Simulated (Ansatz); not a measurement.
# From C5H12 to CF4: predicting a member

On one C centre, n of the CH3 ligands are replaced by F. The atomisation energy (no zero-point term) y in kJ/mol at CCSD(T)/CBS estimate. Shapes, held fixed at every level: PBE0-D4/def2-TZVP. Programs: Ansatz 0.2.0.

| molecule | n | y (kJ/mol) |
| --- | --- | --- |
| C5H12 | 0 | 6693 |
| C3H6F2 | 2 | 4349 |
| C2H3F3 | 3 | ? |
| CF4 | 4 | 1997 |

Question: Fit y = c + s·n to the known rows and predict C2H3F3.

Answer: 
1. Means of the 3 rows: n = 2.00000, y = 4346.3.
2. Σ(Δn)² = 8, Σ(Δn·Δy) = -9392, so the slope is -9392/8 = -1174.
3. Intercept: 4346.3 − (-1174) × 2.00000 = 6694.3. The largest residual of the fit is 2.7.
4. C2H3F3: 6694.3 + (-1174) × 3 = 3172 kJ/mol.

The run gave 3182 kJ/mol, so the prediction is off by -10 kJ/mol, more than the scatter of the fit. The steps per swap are -1172, -1167, -1185 kJ/mol. The slope is the difference between a C–F and a C–CH3 bond with the ligands’ own bonds. Other levels give for C2H3F3: HF/def2-SVP 2320; r2SCAN0-D4/def2-TZVPP 3125; MP2/def2-TZVPP 3204 kJ/mol. The CBS estimate extrapolates MP2 from def2-TZVPP and def2-QZVPP and adds CCSD(T) − MP2 in the triple-zeta set, cores frozen.

The steep fall in atomisation energy doesn't mean that fluorine binds carbon weakly. A C–F bond is stronger than the C–C bond it replaces, but each swap also removes three C–H bonds, and that loss dominates the slope. Near-linearity therefore mainly reflects bond counting, with interactions between ligands as a small correction.

That correction is visible in C2H3F3, which is bound more strongly than the line predicts, and in the last swap, which costs the most. Both fit a favourable pairing of methyl with a strongly fluorinated carbon: the methyl group donates σ density towards the electron-poor centre and into C–F antibonding orbitals, a stabilisation lost in CF4. Attraction between fluorines on the same carbon is also well known, but alone it would make successive swaps less costly, so the methyl–fluorine interaction probably outweighs it here. The fit's small scatter is a poor guide to predictive error, since three points leave only one degree of freedom to reveal curvature.
